\section*{Derivative observations and gradient-domain Gaussian process learning}

An electronic-structure calculation on $N$ atoms returns one energy and $3N$ force components. A Gaussian process (GP) placed on the energy can be trained on the forces alone, and the force field it predicts is exactly the negative gradient of a predicted energy. This is the idea behind gradient-domain machine learning (GDML; Chmiela and co-workers, 2017). Units are eV and \AA.

\subsection*{Premises and notation}

The configuration is $\mathbf{x}\in\mathbb{R}^{n}$, with $\partial_a=\partial/\partial x_a$ and $\partial'_b=\partial/\partial x'_b$. The symbols $\nabla$ and $\nabla'$ act on the first and second argument of a kernel.
\begin{enumerate}
\item[P1.] There is a single differentiable energy surface $E(\mathbf{x})$, and the force is $\mathbf{F}=-\nabla E$.
\item[P2.] The prior on $E$ is a GP with constant mean $\mu$ and covariance $k(\mathbf{x},\mathbf{x}')$. The first derivatives of $k$ and the mixed derivatives $\partial_a\partial'_b k$ exist and are continuous.
\item[P3.] The data are $\mathbf{y}_j=\mathbf{F}(\mathbf{x}_j)+\boldsymbol{\epsilon}_j$ for $j=1,\dots,M$. The noise components are Gaussian with zero mean and variance $\sigma_n^2$, independent of each other and of $E$.
\end{enumerate}

\subsection*{Step 1: the force is jointly Gaussian with the energy}

Define the difference quotient $D^a_\eta(\mathbf{x})=[E(\mathbf{x}+\eta\mathbf{e}_a)-E(\mathbf{x})]/\eta$. It is a linear combination of values of $E$, so it is jointly Gaussian with them, and its mean is zero because $\mu$ cancels. Covariance is bilinear, so
\begin{equation}
\mathrm{cov}\big(D^a_\eta(\mathbf{x}),D^b_{\eta'}(\mathbf{x}')\big)=\frac{k(\mathbf{x}+\eta\mathbf{e}_a,\mathbf{x}'+\eta'\mathbf{e}_b)-k(\mathbf{x}+\eta\mathbf{e}_a,\mathbf{x}')-k(\mathbf{x},\mathbf{x}'+\eta'\mathbf{e}_b)+k(\mathbf{x},\mathbf{x}')}{\eta\,\eta'} .
\label{eq:dq}
\end{equation}
The mean value theorem, applied once in each argument, turns the right side into $\partial_a\partial'_b k$ at an intermediate point. By P2 this tends to $\partial_a\partial'_b k(\mathbf{x},\mathbf{x}')$ however $\eta$ and $\eta'$ go to zero. Set $b=a$ and $\mathbf{x}'=\mathbf{x}$, and call the covariance $C(\eta,\eta')$. Then $\langle(D^a_\eta-D^a_{\eta'})^2\rangle=C(\eta,\eta)-2C(\eta,\eta')+C(\eta',\eta')\to0$, so the quotients converge in mean square, and the limit defines $\partial_aE$. Mean-square convergence carries means and covariances to their limits (Cauchy--Schwarz) and preserves joint Gaussianity, since the characteristic functions converge to a Gaussian one. With one minus sign for each force,
\begin{align}
\mathrm{cov}\big(E(\mathbf{x}),\mathbf{F}(\mathbf{x}')\big)&=-\nabla' k(\mathbf{x},\mathbf{x}'), \label{eq:EF}\\
\mathrm{cov}\big(\mathbf{F}(\mathbf{x}),\mathbf{F}(\mathbf{x}')\big)&=\nabla\nabla'^{\mathsf T}k(\mathbf{x},\mathbf{x}'), \label{eq:FF}
\end{align}
and $\langle\mathbf{F}\rangle=0$. Equation \eqref{eq:EF} follows by the same argument with a single quotient.

\subsection*{Step 2: stationary kernels}

Let $k=\kappa(\mathbf{d})$ with $\mathbf{d}=\mathbf{x}-\mathbf{x}'$. The chain rule gives $\nabla=\nabla_{\mathbf d}$ and $\nabla'=-\nabla_{\mathbf d}$, so
\begin{equation}
\mathrm{cov}(E,\mathbf{F}')=+\nabla_{\mathbf d}\kappa,\qquad \mathrm{cov}(\mathbf{F},\mathbf{F}')=-\mathrm{Hess}\,\kappa(\mathbf{d}).
\label{eq:stat}
\end{equation}
Symmetry of $k$ makes $\kappa$ even, so $\nabla_{\mathbf d}\kappa(0)=0$: energy and force at the same point are uncorrelated. The minus sign fits the fact that $\kappa$ is maximal at $\mathbf{d}=0$, where $-\mathrm{Hess}\,\kappa$ is the prior covariance of the force. A code that assembles its matrix from $+\mathrm{Hess}\,\kappa$ must subtract the noise term and obtains coefficients of the opposite sign.

\subsection*{Step 3: conditioning on the forces}

Stack the data into $\mathbf{y}\in\mathbb{R}^{nM}$. By \eqref{eq:FF} and P3 its covariance is $\mathbf{K}+\sigma_n^2\mathbf{I}$, with blocks $\mathbf{K}_{ij}=\nabla\nabla'^{\mathsf T}k(\mathbf{x}_i,\mathbf{x}_j)$. $\mathbf{K}$ is a covariance matrix and hence positive semidefinite, so the sum is invertible for $\sigma_n>0$. For $\sigma_n=0$, invertibility of $\mathbf K$ must be assumed.

Let $Q$ be any scalar jointly Gaussian with $\mathbf{y}$, and $\mathbf{c}=\mathrm{cov}(\mathbf{y},Q)$. The residual $Z=Q-\mathbf{c}^{\mathsf T}(\mathbf{K}+\sigma_n^2\mathbf{I})^{-1}\mathbf{y}$ has $\mathrm{cov}(\mathbf{y},Z)=\mathbf{c}-\mathbf{c}=0$. Uncorrelated jointly Gaussian variables are independent, so observing $\mathbf{y}$ leaves the distribution of $Z$ unchanged. Using $\langle\mathbf{y}\rangle=0$,
\begin{equation}
\langle Q|\mathbf{y}\rangle=\langle Q\rangle+\mathbf{c}^{\mathsf T}\boldsymbol{\alpha},\qquad
\mathrm{var}(Q|\mathbf{y})=\mathrm{var}\,Q-\mathbf{c}^{\mathsf T}(\mathbf{K}+\sigma_n^2\mathbf{I})^{-1}\mathbf{c},\qquad
\boldsymbol{\alpha}=(\mathbf{K}+\sigma_n^2\mathbf{I})^{-1}\mathbf{y}.
\label{eq:cond}
\end{equation}
Taking $Q=E(\mathbf{x})$ and then $Q=F_a(\mathbf{x})$, with \eqref{eq:EF} and \eqref{eq:FF},
\begin{align}
\hat E(\mathbf{x})&=\mu-\sum_{j,b}\alpha_{jb}\,\partial'_b k(\mathbf{x},\mathbf{x}_j), \label{eq:Ehat}\\
\hat F_a(\mathbf{x})&=\sum_{j,b}\alpha_{jb}\,\partial_a\partial'_b k(\mathbf{x},\mathbf{x}_j). \label{eq:Fhat}
\end{align}

\subsection*{Step 4: the force predictor is a gradient}

The coefficients $\boldsymbol{\alpha}$ are the same in both lines and do not depend on $\mathbf{x}$. Differentiating the finite sum \eqref{eq:Ehat} term by term gives
\begin{equation}
\hat{\mathbf{F}}(\mathbf{x})=-\nabla\hat E(\mathbf{x}).
\label{eq:cons}
\end{equation}
This holds for any $\boldsymbol{\alpha}$. It needs neither stationarity nor zero noise, and it survives an inexact linear solve or poor data. The work around a closed path vanishes, and Newtonian dynamics on $\hat{\mathbf F}$ conserves kinetic energy plus $\hat E$, apart from the truncation error of the integrator. If instead each force component gets its own scalar GP, $\hat F_a=\sum_j\alpha_{ja}k(\mathbf{x},\mathbf{x}_j)$, then $\partial_b\hat F_a-\partial_a\hat F_b=\sum_j(\alpha_{ja}\partial_bk-\alpha_{jb}\partial_ak)$, which does not vanish in general.

\subsection*{Step 5: the additive constant}

Replace $\mu$ by $\mu'$ and $k$ by $k+c_0$ with a constant $c_0\ge0$. Equations \eqref{eq:EF} and \eqref{eq:FF} contain only derivatives of $k$, and $\langle\mathbf{y}\rangle$ stays zero, so the likelihood of the data, $\boldsymbol{\alpha}$ and $\hat{\mathbf F}$ are unchanged. $\hat E$ shifts rigidly by $\mu'-\mu$, and $\mathrm{var}(E|\mathbf{y})$ grows by $c_0$. The mean and variance of any difference $E(\mathbf{x})-E(\mathbf{x}_0)$ are unchanged. Forces therefore carry no information on $\mu$. If reference energies $E_j$ are available, least squares fixes it as the average over $j$ of $E_j-[\hat E(\mathbf{x}_j)-\mu]$.

\subsection*{Step 6: the Mat\'ern 5/2 kernel}

With amplitude $\sigma$ (eV), length scale $s$, $d=|\mathbf{d}|$ and $u=\sqrt5\,d/s$,
\begin{equation}
\kappa=\sigma^2\Big(1+u+\frac{u^2}{3}\Big)e^{-u}.
\end{equation}
It is a valid covariance because its Fourier transform is positive. In one dimension the transform is $\tfrac{16}{3}\sigma^2\lambda^5/(\lambda^2+q^2)^3$ with $\lambda=\sqrt5/s$, and in $n$ dimensions it is a positive constant times $(\lambda^2+q^2)^{-(5+n)/2}$. Differentiating,
\begin{equation}
\frac{d\kappa}{du}=\sigma^2\Big[1+\frac{2u}{3}-1-u-\frac{u^2}{3}\Big]e^{-u}=-\frac{\sigma^2}{3}\,u(1+u)\,e^{-u}.
\end{equation}
Since $\nabla_{\mathbf d}u=\sqrt5\,\mathbf{d}/(sd)$, we have $u\nabla_{\mathbf d}u=5\mathbf{d}/s^2$, and
\begin{equation}
\nabla_{\mathbf d}\kappa=-A\,(1+u)\,e^{-u}\,\mathbf{d},\qquad A=\frac{5\sigma^2}{3s^2}.
\label{eq:grad}
\end{equation}
The product rule, with $\tfrac{d}{du}[(1+u)e^{-u}]=-ue^{-u}$ and the same identity for $u\nabla_{\mathbf d}u$, gives $\mathrm{Hess}\,\kappa=-A[(1+u)\mathbf{I}-5\mathbf{d}\mathbf{d}^{\mathsf T}/s^2]e^{-u}$, that is
\begin{equation}
\mathrm{Hess}\,\kappa=\frac{5\sigma^2}{3s^4}\Big[5\,\mathbf{d}\mathbf{d}^{\mathsf T}-s\big(s+\sqrt5\,d\big)\mathbf{I}\Big]e^{-\sqrt5\,d/s}.
\label{eq:hess}
\end{equation}
At $d=0$ the force covariance is $A\mathbf{I}$. Components transverse to $\mathbf{d}$ have covariance $A(1+u)e^{-u}>0$. The longitudinal one has $A\,g$ with $g=(1+u-u^2)e^{-u}$, which turns negative at $u=(1+\sqrt5)/2$, or $d=0.724\,s$. A sign change is required: along a line $Ag=-\kappa''$, and its integral over the whole line vanishes.

The expansion $\kappa/\sigma^2=1-u^2/6+u^4/24-u^5/45+\dots$ has its first odd power at $d^5$, so $\kappa$ has four continuous derivatives and P2 holds. $\hat E$ is built from $\nabla_{\mathbf d}\kappa$ and has three: harmonic and cubic force constants are continuous, while quartic ones are in general discontinuous at the training points.

\subsection*{Step 7: descriptors}

A molecular energy is invariant under translation and rotation, so the kernel is made stationary in an invariant descriptor $\mathbf{z}(\mathbf{x})$, such as the inverse interatomic distances: $k=\kappa(\mathbf{z}-\mathbf{z}')$. With $J_{ma}=\partial z_m/\partial x_a$, the chain rule in \eqref{eq:EF} and \eqref{eq:FF} gives
\begin{equation}
\mathrm{cov}(E,\mathbf{F}')=\mathbf{J}(\mathbf{x}')^{\mathsf T}\nabla_{\mathbf d}\kappa,\qquad
\mathrm{cov}(\mathbf{F},\mathbf{F}')=-\mathbf{J}(\mathbf{x})^{\mathsf T}\,\mathrm{Hess}\,\kappa\;\mathbf{J}(\mathbf{x}'),
\label{eq:desc}
\end{equation}
where now $\mathbf{d}=\mathbf{z}-\mathbf{z}'$. Steps 3 to 5 did not use stationarity in $\mathbf{x}$ and stand unchanged. $\hat E$ inherits the invariances, so the predicted total force and torque vanish. The same invariances give each $\mathbf{J}$ null vectors, so the Cartesian $\mathbf{K}$ is singular: one needs $\sigma_n>0$ or internal coordinates.

\subsection*{Range of validity}

\begin{itemize}
\item Equation \eqref{eq:cons} is an algebraic identity. It says nothing about how close $\hat E$ is to $E$.
\item P1 fails at conical intersections, where the adiabatic surface is not differentiable. If the reference forces are not the gradient of the reference energy (omitted basis-set response terms, loose self-consistency), the model still returns a conservative field, and $\hat E$ need not track the reference energies.
\item Stationarity assigns one force variance and one length scale to the whole descriptor space. A steep repulsive wall beside a flat dissociation region violates this, to a degree that depends on the descriptor.
\item Many $s$ away from all data in descriptor space, $\hat{\mathbf F}\to0$ and $\hat E\to\mu$. These are properties of the prior.
\item The variances in \eqref{eq:cond} are conditional on $\sigma$, $s$ and $\sigma_n$ and ignore the uncertainty in them.
\item Permutation of like atoms is a symmetry only if the descriptor or kernel is built to respect it. A direct solve costs of order $(3NM)^3$ operations.
\end{itemize}

\subsection*{Illustration: H$_2$ Morse curve from two forces}

The target is $V(r)=D_e(1-y)^2$ with $y=e^{-a(r-r_e)}$, so that $F=-dV/dr=-2D_ea\,y(1-y)$. We use approximate H$_2$ parameters as given inputs: $D_e=4.75$~eV, $a=1.94$~\AA$^{-1}$, $r_e=0.741$~\AA, hence $2D_ea=18.43$~eV/\AA. All comparisons are with this model function. We work in the bond length $r$; the Cartesian forces are $\pm F$ along the bond. Intermediate values are carried unrounded.

\paragraph{Data.} At $r_1=0.65$~\AA, $y=1.1931$ and $F_1=4.246$~eV/\AA. At $r_2=0.85$~\AA, $y=0.8094$ and $F_2=-2.843$~eV/\AA. We set $\sigma_n=0$ and choose $s=1$~\AA\ by hand.

\paragraph{Fit.} In one dimension \eqref{eq:stat}, \eqref{eq:grad} and \eqref{eq:hess} give $\mathrm{cov}(F,F')=A\,g(d)$ and $\mathrm{cov}(E,F')=-A\,p(d)$, where $d=r-r'$ is now signed, $u=\sqrt5|d|/s$, $p(d)=d(1+u)e^{-u}$ and $p'=g$. With $\beta_j=A\alpha_j$ the amplitude drops out of the mean:
\begin{equation}
\hat F(r)=\sum_j\beta_j\,g(r-r_j),\qquad \hat E(r)=\mu-\sum_j\beta_j\,p(r-r_j),\qquad
\beta_{1,2}=\frac{F_1+F_2}{2(1+\rho)}\pm\frac{F_1-F_2}{2(1-\rho)}.
\label{eq:1d}
\end{equation}
Here $\rho=g(\Delta)$ and $\Delta=r_2-r_1$, and the last formula solves $\beta_1+\rho\beta_2=F_1$, $\rho\beta_1+\beta_2=F_2$ by taking their sum and difference. For $\Delta=0.2$~\AA, $u=0.4472$ and $\rho=0.7975$, so $\beta_1=17.89$ and $\beta_2=-17.11$~eV/\AA.

\paragraph{Force between the data.} At $r_e$, $g_1=g(r_e-r_1)=0.9481$ and $g_2=g(r_e-r_2)=0.9282$, so $\hat F(r_e)=1.08$~eV/\AA\ where the Morse force is zero. The predicted minimum lies at $0.769$~\AA. The cause is the curvature of the Morse force, $F''(r_e)=6D_ea^3=208$~eV/\AA$^3$. A straight line through the two forces overshoots by about $\tfrac12F''(r_e)(r_e-r_1)(r_2-r_e)=1.03$~eV/\AA, and the GP, which has no third point to reveal the curvature, behaves much like that line.

\paragraph{Uncertainty.} At fixed $s$ the log-likelihood of two forces is $-\ln A-(F_1\beta_1+F_2\beta_2)/(2A)$ plus terms free of $A$. It is maximal at $A=(F_1\beta_1+F_2\beta_2)/2=62.3$~eV$^2$/\AA$^2$. By \eqref{eq:cond},
\begin{equation}
\mathrm{var}\big(F(r_e)|\mathbf{y}\big)=A\Big[1-\frac{g_1^2+g_2^2-2\rho g_1g_2}{1-\rho^2}\Big]=0.0198\,A,
\end{equation}
a standard deviation of $1.1$~eV/\AA. The deviation at $r_e$ is about one standard deviation, although an amplitude taken from two data points is only a rough scale.

\paragraph{Energies.} Because $p$ is odd and $p(0)=0$, $\hat E(r_2)-\hat E(r_1)=-(\beta_1+\beta_2)\,p(\Delta)$. With $\beta_1+\beta_2=0.780$~eV/\AA\ and $p(\Delta)=0.1851$~\AA\ this is $-0.144$~eV, and $\mu$ has cancelled as Step 5 requires.
\begin{center}
\begin{tabular}{lcc}
\hline
Quantity (eV) & GP, descriptor $r$ & Morse\\
\hline
$E(r_1)-E(r_e)$ & 0.250 & 0.177\\
$E(r_2)-E(r_e)$ & 0.105 & 0.173\\
$E(r_2)-E(r_1)$ & $-0.144$ & $-0.0045$\\
$E(\infty)-E(r_e)$ & 3.42 & 4.75\\
\hline
\end{tabular}
\end{center}
The last GP entry is $\sum_j\beta_j\,p(r_e-r_j)$ and reflects the choice of $s$. For $s\gg\Delta$, $g\approx1-\tfrac32u^2$ gives $1-\rho\approx15\Delta^2/(2s^2)$, and $p(d)\approx d$. The antisymmetric term of $\beta_{1,2}$ then dominates, and the depth tends to $(F_1-F_2)s^2/(15\Delta)$, which grows without bound as $s$ grows.

\paragraph{Same data, descriptor $z=1/r$.} Now $J=-1/r^2$, and by \eqref{eq:desc} the fit is \eqref{eq:1d} in the variable $z$, applied to $f_j=-dE/dz=F_j/J_j=-r_j^2F_j$. This gives $f_1=-1.794$ and $f_2=2.054$~eV\,\AA. Choosing $s_z=s/(r_1r_2)=1.810$~\AA$^{-1}$ keeps $u$ between the two points, and hence $\rho$, as before. The coefficients are $-9.428$ and $9.573$~eV\,\AA. At $z=1/r_e$ the predicted $\hat f$ is $0.228$~eV\,\AA, so $\hat F(r_e)=J\hat f=-0.416$~eV/\AA, and $\hat E(r_2)-\hat E(r_1)=+0.049$~eV. Both lie closer to the Morse values ($0$ and $-0.0045$) than the results in $r$, with deviations of the opposite sign. Both models are exactly conservative, and the spread between them shows how much of the curve between two forces is supplied by the prior.